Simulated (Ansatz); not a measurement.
## Pressure against volume in Al4CoNi3

It was reached by relaxing an invented guess, and it needn't be the stable form of this composition.

The calculation used DFT PBE, scalar-relativistic, plane waves, PAW (Ansatz). Settings of the last relaxation (8-atom cell): 420 eV, 14×14×4 k points, Gaussian smearing of 0.10 eV, collinear spin.

```
Al Co Ni
1.0
     2.87750    0.00000    0.00000
     0.00000    2.87750    0.00000
     0.00000    0.00000   11.59042
Al Co Ni
4 1 3
Cartesian
  0.0000 0.0000 7.2093
  0.0000 0.0000 10.1340
  0.0000 0.0000 1.4564
  0.0000 0.0000 4.3811
  1.4387 1.4387 5.7952
  1.4387 1.4387 8.6659
  1.4387 1.4387 0.0000
  1.4387 1.4387 2.9246
```

The cell was set to several volumes, with shape and atoms relaxed at each where symmetry leaves them free. Pressure is positive in compression, and energies count from the lowest row. No row has a gap on its mesh.

```
row  V (Å³/atom)  P (GPa)  ΔE (meV/atom)  largest moment (μB)
  1       10.557    27.35          109.4                 0.00
  2       10.916    18.73           58.0                 0.00
  3       11.276        ?              ?                    ?
  4       11.636     5.27            5.8                 0.27
  5       11.996     0.00            0.0                 0.34
  6       12.356    -4.49            5.1                 0.39
  7       12.716    -8.31           19.6                 0.43
  8       13.196   -12.54           51.1                 0.48
```

Task: Find B = −V·ΔP/ΔV from rows 4 and 6 and from rows 1 and 2, and from the two its slope B′ and its value B0 at zero pressure.

Result: Rows 4 and 6 give −(11.636 + 12.356)/2 × (-4.49 − (5.27))/(12.356 − 11.636) = 162.6 GPa at a mean pressure of 0.39 GPa. Rows 1 and 2 give −(10.557 + 10.916)/2 × (18.73 − (27.35))/(10.916 − 10.557) = 257.8 GPa at a mean pressure of 23.04 GPa. So B′ = (257.8 − 162.6)/(23.04 − (0.39)) = 4.20 and B0 = 162.6 − 4.20 × (0.39) = 161.0 GPa. A third-order Birch–Murnaghan fit to all the energies gives B0 = 161.7 GPa and B′ = 4.3.

Task: Estimate the pressure and energy of row 3.

Result: From row 5, V0 = 11.996 × (1 + (0.00)/161.0) = 11.996 Å³/atom. Murnaghan's form P = (B0/B′)·[(V0/V)^B′ − 1] gives (161.0/4.20) × [(11.996/11.276)^4.20 − 1] = 11.38 GPa; the computed pressure is 11.43 GPa, so the estimate is off by -0.05 GPa. The work of compression from row 4, with the mean of the two pressures, gives ΔE = 5.8 + (11.38 + 5.27)/2 × (11.636 − 11.276)/160.2 × 1000 = 24.5 meV/atom (1 eV/Å³ = 160.2 GPa); the computed value is 24.4 meV/atom. Its largest moment is 0.14 μB.

The magnetic state reached may not be the lowest. All volumes keep the k mesh of the relaxed cell. The moments change along the series, which bends the curve. Symmetry constrained the relaxation, so the result can be a saddle point.

Compression stiffens this B2-derived aluminide markedly, with the bulk modulus rising from 162.6 to 257.8 GPa between the two pressure ranges. A B′ near 4 is ordinary for a metal: as the atoms are pushed together, the kinetic energy of the valence electrons and the overlap repulsion grow faster than the bonding between transition-metal d and Al sp states.

The largest moment falls steadily with volume and is gone by 10.916 Å³/atom. This is the behaviour expected of weak itinerant magnetism: shorter distances broaden the d bands and lower the density of states at the Fermi level, until the exchange gain no longer pays for spin splitting. Well-ordered NiAl and CoAl are known as nonmagnetic, so the small moment at equilibrium may be overestimated, since a semilocal functional leaves out most of the spin fluctuations that weaken such magnetism.

The good Murnaghan estimate for row 3 suggests that the loss of the moment affects the pressure only slightly, though only a nonmagnetic curve over the same volumes would isolate that contribution.
